Dear colleague,

Congruent LiNbO$_3$ is typically poled at about 210 kV/cm, and it is tempting to picture reversal as starting from a thermal fluctuation that creates a small reversed domain under the electrode. Landauer worked out the cost of such a nucleus in 1957. I derive it here in SI units, because the answer excludes that picture by a very wide margin.

\textbf{Premises.} (i) The crystal fills $z>0$ above an ideal metal electrode at $z=0$; the counter-electrode is far away and both are held at fixed potentials. (ii) The parent state has spontaneous polarisation $-P_s\hat z$ and the applied field is $+E\hat z$, with $P_s,E>0$. Inside the nucleus the spontaneous polarisation is $+P_s\hat z$, so the change is $\Delta\mathbf P=2P_s\hat z$ there and zero outside. (iii) On top of this the crystal is a linear uniaxial dielectric, $\mathbf D=\epsilon_0\boldsymbol\epsilon\mathbf E+\mathbf P$, with relative permittivities $\epsilon_a$ across and $\epsilon_c$ along $z$, the same in both domains. (iv) The wall is sharp and has an isotropic energy $\sigma$ per area. (v) There is no free charge and no defect, and the electrode favours neither polarity. (vi) The nucleus is half a prolate spheroid with base radius $r$ on the electrode and length $l$ along $z$; I write $x=l/r$.

\textbf{The potential.} At fixed voltage the relevant energy is the stored energy $\frac12\epsilon_0\int\mathbf E\cdot\boldsymbol\epsilon\mathbf E\,dV$ minus the work of the source, which is voltage times charge, $\int\mathbf E\cdot\mathbf D\,dV$:
\begin{equation}
G=-\int\left(\tfrac12\epsilon_0\,\mathbf E\cdot\boldsymbol\epsilon\mathbf E+\mathbf P\cdot\mathbf E\right)dV .
\end{equation}
Split each field into its value without the nucleus (index 0) and a change: $\mathbf E=\mathbf E_0+\mathbf E'$ with $\mathbf E'=-\nabla\phi'$ and $\phi'=0$ on the electrodes. Then
\begin{equation}
\Delta G=-\int\Delta\mathbf P\cdot\mathbf E_0-\int\mathbf D_0\cdot\mathbf E'-\int\Delta\mathbf P\cdot\mathbf E'-\tfrac12\epsilon_0\int\mathbf E'\cdot\boldsymbol\epsilon\mathbf E' .
\end{equation}
Both $\mathbf D_0$ and $\mathbf D'=\epsilon_0\boldsymbol\epsilon\mathbf E'+\Delta\mathbf P$ are free of divergence, so an integration by parts with $\phi'=0$ on the boundary gives $\int\mathbf D_0\cdot\mathbf E'=0$ and $\int\mathbf D'\cdot\mathbf E'=0$. The second identity says $\epsilon_0\int\mathbf E'\cdot\boldsymbol\epsilon\mathbf E'=-\int\Delta\mathbf P\cdot\mathbf E'$. Adding the wall, of area $S$, to a nucleus of volume $V$,
\begin{equation}
U=-2P_sEV+\sigma S+U_d,\qquad U_d=-\tfrac12\int\Delta\mathbf P\cdot\mathbf E'\,dV=\tfrac12\epsilon_0\int\mathbf E'\cdot\boldsymbol\epsilon\mathbf E'\,dV\ge0 .
\label{U0}
\end{equation}

\textbf{Volume and area.} The surface is $\rho=r\sqrt{1-u^2}$ with $u=z/l$ from 0 to 1. The volume is $V=\pi r^2l\int_0^1(1-u^2)\,du=\frac23\pi r^2l$. For the area, $\rho\,d\rho/dz=-r^2u/l$, hence $\rho\sqrt{1+(d\rho/dz)^2}=r\sqrt{1-e^2u^2}$ with $e^2=1-1/x^2$, and
\begin{equation}
S=2\pi rl\int_0^1\sqrt{1-e^2u^2}\,du=\pi r^2\left(1+x\,\frac{\arcsin e}{e}\right)=\frac{\pi^2}{2}rl\left(1+\frac{1}{2x^2}+\dots\right).
\label{S}
\end{equation}
The base lies on the metal and is no wall.

\textbf{Depolarisation energy.} The bound charge $2P_sn_z$ per area sits on the curved surface, $\mathbf n$ being the outward normal. The condition $\phi'=0$ at $z=0$ is met by mirror charges of opposite sign at $-z$. On the mirrored half spheroid $n_z$ is negative, so the images are exactly the charge $2P_sn_z$ again: for $z>0$ the field is that of a full spheroid uniformly polarised with $2P_s\hat z$ in an infinite medium.

The anisotropy is removed by a stretch. The equation $\nabla\cdot\mathbf D'=0$ reads $\epsilon_0[\epsilon_a(\partial_X^2+\partial_Y^2)+\epsilon_c\partial_z^2]\phi'=\partial_z\Delta P$, with $X,Y$ the coordinates in the plane. Put $\zeta=sz$ with $s=\sqrt{\epsilon_a/\epsilon_c}$. Then $\epsilon_0\epsilon_a(\partial_X^2+\partial_Y^2+\partial_\zeta^2)\phi'=\partial_\zeta(s\,\Delta P)$, which describes a spheroid of axis ratio $m=sx$ and polarisation $s\,\Delta P$ in an isotropic medium of permittivity $\epsilon_a$. The field inside a uniformly polarised ellipsoid is uniform, because the potential is a directional derivative of the Newtonian potential of the homogeneous body, and that is quadratic inside an ellipsoid. Writing it as $-\partial_\zeta\phi'=-Ns\,\Delta P/(\epsilon_0\epsilon_a)$ and using $\partial_z=s\,\partial_\zeta$,
\begin{equation}
E'_z=-\frac{2P_sN(m)}{\epsilon_0\epsilon_c}.
\end{equation}
The factor $N$ follows from Coulomb's law at the centre. A ring at height $\zeta=mru$ carries a charge equal to the polarisation times its projected area $2\pi r^2u\,du$ and lies at distance $r\sqrt{1+(m^2-1)u^2}$; the two halves contribute equally, so
\begin{equation}
N=\int_0^1\frac{m\,u^2\,du}{[1+(m^2-1)u^2]^{3/2}}=\frac{1}{m^2-1}\left(\frac{m\,\mathrm{arcosh}\,m}{\sqrt{m^2-1}}-1\right)\;\to\;\frac{\ln 2m-1}{m^2}\quad(m\gg1).
\label{N}
\end{equation}
The antiderivative used is $[\mathrm{arsinh}(ku)-ku/\sqrt{1+k^2u^2}]/k^3$ with $k^2=m^2-1$, and $m=1$ gives the $1/3$ of a sphere. Since $\Delta\mathbf P$ vanishes outside the half spheroid, $U_d=\frac12(2P_s)|E'_z|V=\frac43\pi P_s^2Nr^2l/(\epsilon_0\epsilon_c)$. In the slender limit $\epsilon_cm^2=\epsilon_ax^2$, so it is $\epsilon_a$ that survives in the prefactor: the field lines of a needle spread sideways.

\textbf{Landauer's energy.} Collecting the leading terms,
\begin{equation}
U=-ar^2l+brl+c\,\frac{r^4}{l},\qquad a=\frac{4\pi}{3}P_sE,\quad b=\frac{\pi^2}{2}\sigma,\quad c=c_0\Lambda,
\end{equation}
\begin{equation}
c_0=\frac{4\pi P_s^2}{3\epsilon_0\epsilon_a},\qquad\Lambda=\ln\left(\frac{2l}{r}\sqrt{\frac{\epsilon_a}{\epsilon_c}}\right)-1 .
\end{equation}

\textbf{Saddle with $c$ held constant.} Dividing $\partial U/\partial l=0$ by $r$ and $\partial U/\partial r=0$ by $l$,
\begin{equation}
-ar+b-\frac{cr^3}{l^2}=0,\qquad-2ar+b+\frac{4cr^3}{l^2}=0 .
\end{equation}
Four times the first plus the second gives $6ar=5b$, and the first then gives $cr^3/l^2=b/6$:
\begin{equation}
r^*=\frac{5b}{6a}=\frac{5\pi}{16}\frac{\sigma}{P_sE},\qquad l^*=\sqrt{\frac{6c}{b}}\,r^{*3/2},\qquad x^{*2}=\frac{5c}{a}=\frac{5P_s\Lambda}{\epsilon_0\epsilon_aE}.
\end{equation}
The second derivatives there are $U_{rr}=bl/(3r)$, $U_{ll}=br/(3l)$ and $U_{rl}=-4b/3$. The determinant is $b^2/9-16b^2/9=-5b^2/3<0$, so the point is a saddle. The three terms are $-\frac56$, $1$ and $\frac16$ times $br^*l^*$, which sum to one third:
\begin{equation}
U^*=\frac{b}{3}\sqrt{\frac{6c}{b}}\left(\frac{5b}{6a}\right)^{5/2}=\frac{5^{5/2}}{108}\frac{b^3c^{1/2}}{a^{5/2}}=\frac{5^{5/2}\pi^4}{1536}\,\frac{\sigma^3\Lambda^{1/2}}{(\epsilon_0\epsilon_a)^{1/2}P_s^{3/2}E^{5/2}} .
\label{Ustar}
\end{equation}
The last numerical factor is 3.545. To use this, fix $\Lambda$ by iterating $\Lambda=\ln(2sx^*)-1$ with $x^*$ from the preceding equation.

\textbf{Letting the logarithm vary.} This costs little. With $l\,\partial_l\Lambda=1$, $r\,\partial_r\Lambda=-1$ and $y=c_0r^3/l^2$, the two conditions become $ar=b-(\Lambda-1)y$ and $2ar=b+(4\Lambda-1)y$. Eliminating $ar$ gives $y=b/(6\Lambda-3)$, and so
\begin{equation}
r^*=\frac{b}{a}\,\frac{5\Lambda-2}{6\Lambda-3},\qquad x^{*2}=\frac{c_0}{a}(5\Lambda-2),\qquad U^*=\frac13b\,r^{*2}x^* ,
\label{log}
\end{equation}
which tends to the constant-$c$ result for large $\Lambda$. Because $U$ is stationary in $r$ and $l$, only the explicit dependence on $E$ enters the slope, $E\,dU^*/dE=-ar^{*2}l^*$, and
\begin{equation}
\frac{d\ln U^*}{d\ln E}=-\frac{5\Lambda-2}{2\Lambda-1},
\end{equation}
slightly steeper than $-5/2$. One can also keep the exact $S$ and $N$ of Eqs.~(\ref{S}) and (\ref{N}). At fixed $x$ the energy has the form $Br^2-Ar^3$, whose maximum over $r$ is $4B^3/(27A^2)$, and the saddle is the minimum of this over $x$. Since $B\propto\sigma$ and $A$ does not contain $\sigma$, the shape is independent of $\sigma$ and $U^*\propto\sigma^3$ exactly.

\textbf{A bound for any shape.} You may distrust the spheroid, or suspect that carriers screen the bound charge. Drop $U_d\ge0$ from Eq.~(\ref{U0}). Reflecting a nucleus in the electrode plane and applying the isoperimetric inequality shows that the hemisphere has the least wall area for a given volume. Any growth path passes through every volume, so it must cross at least the maximum of $2\pi\sigma R^2-\frac43\pi P_sER^3$, which lies at $R=\sigma/(P_sE)$:
\begin{equation}
U^*\ge U_{\min}=\frac{2\pi}{3}\frac{\sigma^3}{(P_sE)^2}.
\label{bound}
\end{equation}
This holds for complete screening too, provided no part of the wall costs less than $\sigma$ and premise (v) holds for the electrode and for defects.

\textbf{Range of validity.} The slender forms need $x\gg1$ and $sx\gg1$, that is $E\ll P_s/(\epsilon_0\epsilon_a)$ up to the logarithm. The sharp wall needs $r^*$ far above the wall width, typically below a nanometre. The single image needs $l^*$ far below the sample thickness. The linear dielectric needs fields far below the intrinsic coercive field $E_i$, at which the parent state loses stability without any nucleus. For the quartic Landau energy $-\frac12\alpha P^2+\frac14\beta P^4$ one has $P_s^2=\alpha/\beta$ and $1/(\epsilon_0\chi)=2\alpha$, and the equation of state $E=-\alpha P+\beta P^3$ turns at $|P|=P_s/\sqrt3$, which gives $E_i=P_s/(3\sqrt3\,\epsilon_0\chi)$. Inside the nucleus the condition is met if $E\ll E_i$, since Eq.~(\ref{log}) implies $|E'_z|=2\Lambda E/(5\Lambda-2)$. It fails at the tip, where continuity of $D_z$ makes the field just outside exceed that inside by $2P_s/(\epsilon_0\epsilon_c)$, over a region set by the tip radius $r^2/l$. This touches $U_d$ and the wall near the tip, and Eq.~(\ref{bound}) limits what any revision of $U_d$ can gain. Finally, piezoelectric coupling is not treated except through the choice between free and clamped permittivities.

\textbf{Congruent LiNbO$_3$ at 210 kV/cm.} I take as approximate, typical inputs $P_s=0.71$ C/m$^2$, the free permittivities $\epsilon_a=84$ and $\epsilon_c=30$, and $\sigma=0.20$ J/m$^2$, with $E=2.1\times10^7$ V/m and $T=300$ K. The wall energy is the least certain input and enters cubed, so the third figures below serve only to compare approximations. Then $a=6.25\times10^7$ J/m$^3$, $b=0.987$ J/m$^2$, $c_0=2.84\times10^9$ J/m$^3$, $c_0/a=45.5$, $s=1.67$ and $k_BT=4.14\times10^{-21}$ J.

\begin{center}
\begin{tabular}{lccccc}
 & $\Lambda$ & $x^*$ & $r^*$ (nm) & $l^*$ (nm) & $U^*$ ($10^{-15}$ J)\\
constant $c$, Eq.~(\ref{Ustar}) & 3.56 & 28.4 & 13.2 & 374 & 1.62\\
varying logarithm, Eq.~(\ref{log}) & 3.48 & 26.5 & 13.6 & 360 & 1.61
\end{tabular}
\end{center}

The exact area and depolarisation factor give $1.62\times10^{-15}$ J, and the local exponent is $-2.58$. The model's barrier is therefore $1.6\times10^{-15}$ J, or $1.0\times10^4$ eV, or $3.9\times10^5\,k_BT$.

The conditions check out as follows. For a wafer 0.5 mm thick the ratio of $l^*$ to the thickness is $7\times10^{-4}$. Assigning $\chi=\epsilon_c-1$ gives the rough value $E_i=5.3\times10^8$ V/m, so $E/E_i=0.04$, and the field inside the nucleus is reduced by $0.45E$. The jump at the tip is $5.3\times10^9$ V/m, well above $E_i$, with a tip radius of 0.51 nm. Two corrections are of some size and both raise the barrier. Typical clamped permittivities, $\epsilon_a=44$ and $\epsilon_c=29$, multiply it by 1.4. A defect bias field of typically about 30 kV/cm opposing the first reversal, if subtracted from $E$, multiplies it by 1.5. In the other direction, complete screening leaves $U_{\min}=7.5\times10^{-17}$ J, or $1.8\times10^4\,k_BT$, at $R=13.4$ nm.

Now the rate. Assume generously an attempt frequency of $10^{13}$ s$^{-1}$ at each of $10^{19}$ sites per square metre under an electrode of 1 cm$^2$, a prefactor of $10^{28}$ s$^{-1}$. One nucleus per second then needs $U^*\le k_BT\ln10^{28}=64.5\,k_BT$, or 1.7 eV. The model's barrier is $6.0\times10^3$ times this ceiling and the shape-independent bound is $2.8\times10^2$ times it. Raising the field does not help within the range of validity: at ten times the field Eq.~(\ref{log}) gives $x^*=6.0$, $r^*=1.4$ nm and $9.5\times10^2\,k_BT$, or $9.9\times10^2\,k_BT$ with the exact shape factors, and there the sharp wall and the linear dielectric are already strained. To reach the ceiling at 210 kV/cm through the wall energy alone, $\sigma$ would have to fall by the cube root of the excess, a factor 18, to 0.011 J/m$^2$, with $r^*=0.75$ nm.

This is the paradox. It is typical knowledge that such crystals do reverse within seconds near this field, so whatever barrier controls the start of switching lies below about 2 eV, and the model's $10^4$ eV overshoots it by nearly four orders of magnitude. The number belongs to the ideal model and not to the material. What must give way is premise (v), or the assumption that the wall has to be made from nothing: fields concentrated at electrode edges and asperities, charged defects, an interface that favours the reversed polarity, or residual domains whose walls advance by steps one lattice spacing thick, as Miller and Weinreich proposed in 1960 for BaTiO$_3$. That near-stoichiometric crystals typically switch at fields several times lower points the same way: the 210 kV/cm of the congruent crystal reflects its defects and the pinning of walls, and tells you nothing about homogeneous nucleation under a perfect electrode.